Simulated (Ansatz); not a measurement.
## Yb on a Ni site in La2Ni2I

Level of theory: PBEsol, collinear spin, scalar-relativistic; Ansatz, plane waves to 420 eV (PAW set soft_2), k-mesh 3×3×3.

The relaxed host crystal (no gap at this level of theory):

```yaml
crystal:
  lattice:
    - [4.06316, 0.00000, 0.00000]
    - [-2.03158, 3.51880, 0.00000]
    - [0.00000, 0.00000, 8.69954]
  atoms:
    - { symbol: I, position: [0.66667, 0.33333, 0.50000] }
    - { symbol: La, position: [0.00000, 0.00000, 0.21094] }
    - { symbol: La, position: [0.00000, 0.00000, 0.78906] }
    - { symbol: Ni, position: [0.33333, 0.66667, 0.00000] }
    - { symbol: Ni, position: [0.66667, 0.33333, 0.00000] }
```

Supercell of 20 atoms, rows of the matrix [[0,-2,0],[-2,0,0],[0,0,-1]] times the cell vectors; Yb on a Ni site at (0.333, 0.667, 0.000) in fractions of the cell above. Atoms are relaxed at the host's cell, from a start shaken by 0.05 Å near the defect. The cell loses 1 of its 8 Ni, so this is a heavily doped crystal.

Distances from the Yb atom (Å), by shell of the perfect crystal:

| shell | perfect crystal | relaxed, charge 0 |
| --- | --- | --- |
| 3 Ni | 2.35 | 2.51 |
| 6 La | 2.98 | 3.11 |

```
charge  moment of the cell (μB)  moment on Yb (μB)  4f electrons on Yb  gap of the cell on the mesh (eV)
     0                     0.00               0.00                13.7                              0.00
```

Task: What do these numbers say about the valence and the carriers?

Result: The moment on Yb matches Yb2+ (4f14) at charge 0.

Formation energy of the neutral defect: 1.32 eV, taking atoms from and to the elements' standard states (no corrections for gases), so it belongs to those chemical potentials alone.

Caveats: 4f shell without a U, which puts 4f levels too near the Fermi level; a moment set at the start was lost; open f or d shells may hold a state above the lowest; small supercell, so energies and levels can be off by tenths of an eV; one random start near the defect, so other minima are possible.

The nearly full 4f shell and the absence of a moment point to Yb close to divalent, with its outer electrons in the metallic bands rather than in a localized 4f hole. Size dominates the structural response: Yb is much larger than Ni and pushes its Ni neighbours from 2.35 to 2.51 Å and the La shell from 2.98 to 3.11 Å. The site nevertheless remains cramped, and such compression normally favours the smaller trivalent ion, so the divalent assignment is provisional. The positive formation energy of 1.32 eV probably reflects this misfit together with the loss of Ni–Ni and Ni–La bonding.

Valence does not translate into a dopant charge here. With no gap, the cell has no separate donor or acceptor level, and the electrons Yb releases are shared with Ni 3d and La 5d states. Electropositive Yb in place of Ni probably shifts the band filling, but neither the sign nor the size of a change in carrier density follows from these data.
